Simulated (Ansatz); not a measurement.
Sr₂O₅: the change of pressure with volume per atom

All results are calculated (Ansatz 0.2.0 development build). Equation of state of a cubic crystal from periodic Kohn-Sham density functional theory without spin; pressure corrected for the finite basis.

Cell of the first row (space group Pn-3m, No. 224):
```
cell vectors (Å)
   5.6859     0.0000     0.0000
   0.0000     5.6859     0.0000
   0.0000     0.0000     5.6859
atoms (fractions of the cell vectors)
Sr  0.00000  0.00000  0.00000
Sr  0.50000  0.50000  0.00000
Sr  0.50000  0.00000  0.50000
Sr  0.00000  0.50000  0.50000
O   0.50000  0.00000  0.00000
O   0.00000  0.50000  0.00000
O   0.00000  0.00000  0.50000
O   0.50000  0.50000  0.50000
O   0.75000  0.75000  0.25000
O   0.75000  0.25000  0.75000
O   0.25000  0.75000  0.75000
O   0.75000  0.25000  0.25000
O   0.25000  0.75000  0.25000
O   0.25000  0.25000  0.75000
```

Settings of every row: formula Sr2O5; structure type cubic X2O5; functional PBE; spin treatment none; k mesh 19x19x19; occupation method fermi-dirac; occupation width 0.061225619 eV; wave cutoff 420 eV; datasets soft-1 PAW; density cutoff ratio 4.

Limits: a cubic model structure, not a phase known at ambient conditions; no spin polarisation, a magnetic state may lie lower.

```csv
row,volume per atom (Å³),pressure (GPa),energy above lowest point (meV/atom)
1,13.13,5.439,13.32
2,13.41,3.406,5.64
3,13.689,1.584,1.32
4,13.969,?,?
5,14.248,-1.513,1.38
6,14.527,-2.824,5.18
7,14.807,-3.997,11.15
```

Question: what pressure should row 4 give?

Worked fit of pressure. Take u = (V_r/V)^(2/3) − 1 with V_r = 13.968 Å³ an atom, which is twice the finite (Eulerian) strain; such expansions in the strain, on which the Birch-Murnaghan equation of state is built, carry the rest volume and the bulk modulus. The shown rows have u = 0.04211, 0.02755, 0.01354, -0.01314, -0.02582, -0.03814. Least squares give pressure = −0.0466 + 116.007 × u + 332.06 × u² + 162 × u³ GPa; a parabola predicts inner rows, each left out in turn, worse (root mean square 0.0044 against 0.0024 GPa). The rows lie off it by 0.000, 0.001, -0.001, 0.001, -0.001, 0.000. The pressure vanishes at u = 0.0004, or V = 13.96 Å³ an atom, and there the bulk modulus at fixed shape and fractions is B = −V dP/dV = (2/3)(1 + u) dP/du = 77.5 GPa. The withheld row has u = -5e-05, so the fit gives −0.0466 + 116.007 × (-5e-05) + 332.06 × (-5e-05)² + 162 × (-5e-05)³ = -0.052 GPa.

The calculation gave -0.049 GPa. The fit lies 0.003 GPa (6.1 % of the value, 0.032 % of the column's range) below it; its largest miss of a shown row is 0.001 GPa.

The other values of row 4: energy above lowest point 0 meV/atom.
